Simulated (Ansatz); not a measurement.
# Strength of the C–N bond: C2H9GeN → CH6GeN + CH3

Species: C2H9GeN `C[N](C)[GeH3]`, singlet; CH6GeN `C[N][GeH3]`, doublet; CH3 `[CH3]`, doublet. 

Shapes, held fixed at every level: PBE0-D4/def2-TZVP. Programs: Ansatz 0.2.0. The zero-point and thermal change to 298 K, harmonic and unscaled (PBE0-D4/def2-TZVP), is -24.6 kJ/mol.

| level | kind | ΔH(298 K) (kJ/mol) | less CCSD(T)/def2-TZVPP |
| --- | --- | --- | --- |
| MP2/def2-SVP | perturbation theory | +377.4 | +35.6 |
| HF/def2-TZVPP | Hartree–Fock | +198.6 | -143.2 |
| wB97M-V/def2-TZVPP | range-separated hybrid | +347.5 | +5.7 |
| wB97X-V/def2-TZVPP | range-separated hybrid | +346.4 | +4.6 |
| CCSD/def2-SVP | coupled cluster or CI | +339.7 | -2.1 |
| CCSD/def2-TZVPP | coupled cluster or CI | +329.3 | -12.5 |
| CCSD(T)/def2-TZVPP | coupled cluster or CI | +341.8 | 0.0 |

The highest level, CCSD(T)/def2-TZVPP, gives ΔH(298 K) = +341.8 kJ/mol; the levels span +198.6 to +377.4. The column of differences is taken from that level and isn't an error. Hartree–Fock misses the correlation of the pair that is broken and comes out low. No measured value is set beside it here. Open shells run unrestricted. Relativity is left out for Ge. Outer-core shells of Ge are correlated in most correlated rows, in sets that cover them unevenly.

Breaking this C–N bond costs +341.8 kJ/mol at the highest level, as expected of a strong single bond between two first-row atoms. Homolysis gives methyl and an aminyl radical whose unpaired electron sits largely in a nitrogen 2p orbital. Hyperconjugation with the remaining substituents offers that radical only modest relief, so most of the cost of unpairing the σ bond remains.

In the larger basis, connected triples raise the enthalpy from +329.3 to +341.8 kJ/mol, so correlation beyond singles and doubles still matters for the bond strength. The near-agreement of CCSD/def2-SVP with the highest level is therefore fortuitous: the missing triples are offset by a small-basis shift in the opposite direction, probably in part superposition error. MP2 lies well above CCSD in that same small basis, so basis size alone can't explain its high value. The two range-separated hybrids support a similar bond strength. Without the competing Ge–N cleavage, the results don't show which bond would break first on heating.
